**Q:** I want the silicon shielding of this silane. Four respectable basis sets with PBE0, namely 6-31G(d), def2-SVP, cc-pVDZ and aug-cc-pVDZ, give me values within about 22 ppm of each other. Isn't that good enough to call the result settled?

**A:** Look at the other polarised sets used with PBE0 before you decide. Here σ is the shielding, the fraction by which the electrons weaken the applied field at a nucleus. Si2 is the silicon, and H12 stands for the mean of the two hydrogens bound to it.

Isotropic GIAO-DFT shieldings σ of C7H10Si (SMILES C[SiH2]c1ccccc1), computed with PySCF 2.14.0 and density fitting, non-relativistic and in the gas phase, at the PBE0-D3(BJ)/def2-SVP geometry. Atoms are numbered in SMILES order, hydrogens after the heavy atoms, and equivalent atoms are averaged; H12 is bound to silicon, H15 to a ring carbon.

| functional | basis | exact exchange, long range (%) | σ Si2 (ppm) | σ H12 (ppm) | σ H15 (ppm) |
| --- | --- | --- | --- | --- | --- |
| BLYP | pcSseg-1 | 0 | 367.5 | 26.70 | 24.14 |
| BP86 | pcSseg-1 | 0 | 377.0 | 26.48 | 23.93 |
| OPBE | pcSseg-1 | 0 | 400.3 | 26.49 | 23.80 |
| B97-2 | pcSseg-1 | 21 | 397.7 | 26.77 | 23.99 |
| mPW1PW91 | pcSseg-1 | 25 | 391.6 | 26.64 | 23.88 |
| CAM-B3LYP | pcSseg-1 | 65 | 385.7 | 26.73 | 23.91 |
| LC-wPBE | pcSseg-1 | 100 | 399.1 | 26.73 | 23.72 |
| wB97X-D | pcSseg-1 | 100 | 394.0 | 26.73 | 23.91 |
| PBE0 | 6-311+G(2d,p) | 25 | 385.3 | 26.54 | 23.91 |
| PBE0 | 6-31G | 25 | 464.5 | 28.08 | 25.21 |
| PBE0 | 6-31G(d) | 25 | 436.7 | 27.04 | 24.69 |
| PBE0 | STO-3G | 25 | 560.0 | 30.13 | 25.59 |
| PBE0 | aug-cc-pVDZ | 25 | 451.9 | 26.56 | 23.78 |
| PBE0 | cc-pVDZ | 25 | 458.5 | 26.62 | 23.98 |
| PBE0 | def2-SVP | 25 | 452.6 | 26.61 | 24.11 |
| PBE0 | def2-TZVP | 25 | 371.4 | 26.50 | 23.88 |
| PBE0 | pcSseg-0 | 25 | 413.5 | 27.80 | 25.54 |
| PBE0 | pcSseg-1 | 25 | 393.2 | 26.55 | 23.81 |

For σ Si2, pcSseg-1, 6-311+G(2d,p) and def2-TZVP form a second group, also about 22 ppm wide. Among the polarised sets used with PBE0, an empty gap of 44 ppm separates it from yours. Both groups look equally settled from inside, so agreement among similar basis sets can't tell you which to believe.

**Q:** Then what can?

**A:** Ask what the electrons must be free to do. The shielding is the sum of a positive diamagnetic part, which depends mainly on the electron density, and a paramagnetic part, which is negative at silicon and arises because the field mixes occupied with empty orbitals. Take the limit in which the orbitals can't respond at all. The paramagnetic part would then largely vanish, and σ Si2 would rise towards the diamagnetic part alone, about 885 ppm with def2-SVP. A basis set that hinders the response should therefore err upwards, which makes your higher group the suspect one.

**Q:** But those sets are not crude. What freedom do they lack?

**A:** Freedom close to the nucleus. The paramagnetic part weights the orbitals by $1/r^3$, where $r$ is the distance from the nucleus, so a small inner region counts heavily. Silicon's valence 3p orbital has an inner lobe there, because it must stay orthogonal to the filled 2p shell. General-purpose double-zeta sets build this lobe from a fixed combination of functions made for the free atom. That is adequate for energies, but it ties down the very region that the magnetic response needs; the pcSseg sets, designed for shieldings, give the p functions there more freedom.

**Q:** Can you see that in the calculation, or is it only theory?

**A:** The place of the error can be seen. With def2-SVP the paramagnetic part at silicon is −432 ppm; with pcSseg-1 and the closely related functional mPW1PW91 it is −491 ppm. The diamagnetic parts differ by only 2.5 ppm. So the response is about 12% too weak relative to the pcSseg-1 calculation, and the change of functional hardly matters, since PBE0 and mPW1PW91 agree within 2 ppm for σ Si2 at pcSseg-1. That the rigid inner p region is responsible is the theoretical step, and carbon helps to test it. Its valence 2p orbital has no filled p shell beneath it and so no inner lobe, yet in the same comparison def2-SVP puts the ring carbons about 18 ppm higher. So the fault doesn't need a lobe. The likely common cause is a valence p shell whose inner part is held too stiff, and in silicon that part includes the lobe.

**Q:** My proton values looked fine with cc-pVDZ. Shouldn't a bad basis set spoil everything?

**A:** No, and this is how the fault gives itself away. Going from pcSseg-1 to cc-pVDZ raises σ Si2 by 65 ppm but σ H12 by only 0.07 ppm. Hydrogen has no occupied p shell of its own, so a stiff inner p region has little to spoil there. Its shielding depends more on polarisation functions, and not only on its own: the step from 6-31G to 6-31G(d), which adds d functions to the heavy atoms alone, already lowers σ H12 by 1.04 ppm.

The opposite case is pcSseg-0, which lacks the polarisation functions of pcSseg-1. It raises σ H12 by 1.25 ppm, a serious error for a proton, yet σ Si2 by only 20 ppm. One basis set fails at hydrogen and the other at silicon, so a good proton value is no certificate for the silicon beside it.

**Q:** Could I estimate the silicon error before running anything?

**A:** Not from nothing: the sizes have to come from runs already made, here on this same molecule. They can be summarised roughly if the two defects simply add. I fitted σ Si2 for the seven PBE0 calculations with double-zeta sets to a constant of 395 ppm, plus 55 ppm if the inner p region is rigid, plus 17 ppm if polarisation functions are absent. For 6-31G, which has both defects, the unrounded constants give 466 ppm against a computed 464.5 ppm. The fit does worst for 6-31G(d), where it is 13 ppm too high, and the polarisation term is itself uncertain by about 7 ppm. Both rows were part of the fit, and three constants for seven rows make a summary rather than a proof.

The PBE0 rows left out are the harder test, and the full output follows this text. For the two triple-zeta sets the estimate is 10 and 24 ppm too high, plausibly because their valence shells are also more flexible. For STO-3G it is 94 ppm too low. That set has a single function for each valence orbital, so the outer shell is hindered as well, and the result moves further towards the limit of no response.

**Q:** Would a better functional have rescued my cc-pVDZ value?

**A:** Not by curing this fault. At pcSseg-1 the functionals span 33 ppm, half of the 65 ppm that separates cc-pVDZ from pcSseg-1. Free the inner region first, then compare functionals. Even pcSseg-1 isn't the end of the road, as def2-TZVP lies another 22 ppm lower. A chemical shift is a difference from a reference compound, so part of the basis error may cancel there; to see how much, compute both compounds with the small basis set and again with a better one.

Printed output of the fit:

```
Si2, cc-pVDZ less pcSseg-1, PBE0 (ppm): 65.3
H12, cc-pVDZ less pcSseg-1, PBE0 (ppm): 0.07
Si2, pcSseg-0 less pcSseg-1, PBE0 (ppm): 20.3
H12, pcSseg-0 less pcSseg-1, PBE0 (ppm): 1.25
H15, pcSseg-0 less pcSseg-1, PBE0 (ppm): 1.73
H12, 6-31G(d) less pcSseg-1, PBE0 (ppm): 0.49
Si2, 6-31G less pcSseg-0, both without polarisation (ppm): 51
Si2, aug-cc-pVDZ less cc-pVDZ (ppm): -6.6
Si2, def2-TZVP less def2-SVP (ppm): -81.2
Si2, def2-TZVP less pcSseg-1 (ppm): -21.8
Si2, width of the high cluster (ppm): 21.8
Si2, width of the low cluster (ppm): 21.8
Si2, gap between the clusters (ppm): 43.5
Si2, spread over all functionals at pcSseg-1 (ppm): 32.8
Si2 diamagnetic part, PBE0/def2-SVP less mPW1PW91/pcSseg-1 (ppm): 2.483
Si2 paramagnetic part, PBE0/def2-SVP less mPW1PW91/pcSseg-1 (ppm): 58.51
Si2 paramagnetic part, smaller in size with def2-SVP by (%): 11.92
fit of s_Si2 on 7 rows (pbe & ~tz & ~sto): constant 395 +/- 6.8, coefficient of rigid 54.52 +/- 7.2, coefficient of nopol 16.78 +/- 7.2; rms 6.21, worst PBE0 12.8, leave-one-out rms 8.77
  rows outside the fit (model, value, miss): BLYP 395, 367.5, 27.5; BP86 395, 377, 18; OPBE 395, 400.3, -5.34; B97-2 395, 397.7, -2.74; mPW1PW91 395, 391.6, 3.36; CAM-B3LYP 395, 385.7, 9.26; LC-wPBE 395, 399.1, -4.14; wB97X-D 395, 394, 0.962; PBE0 395, 385.3, 9.66; PBE0 466.3, 560, -93.7; PBE0 395, 371.4, 23.6
```
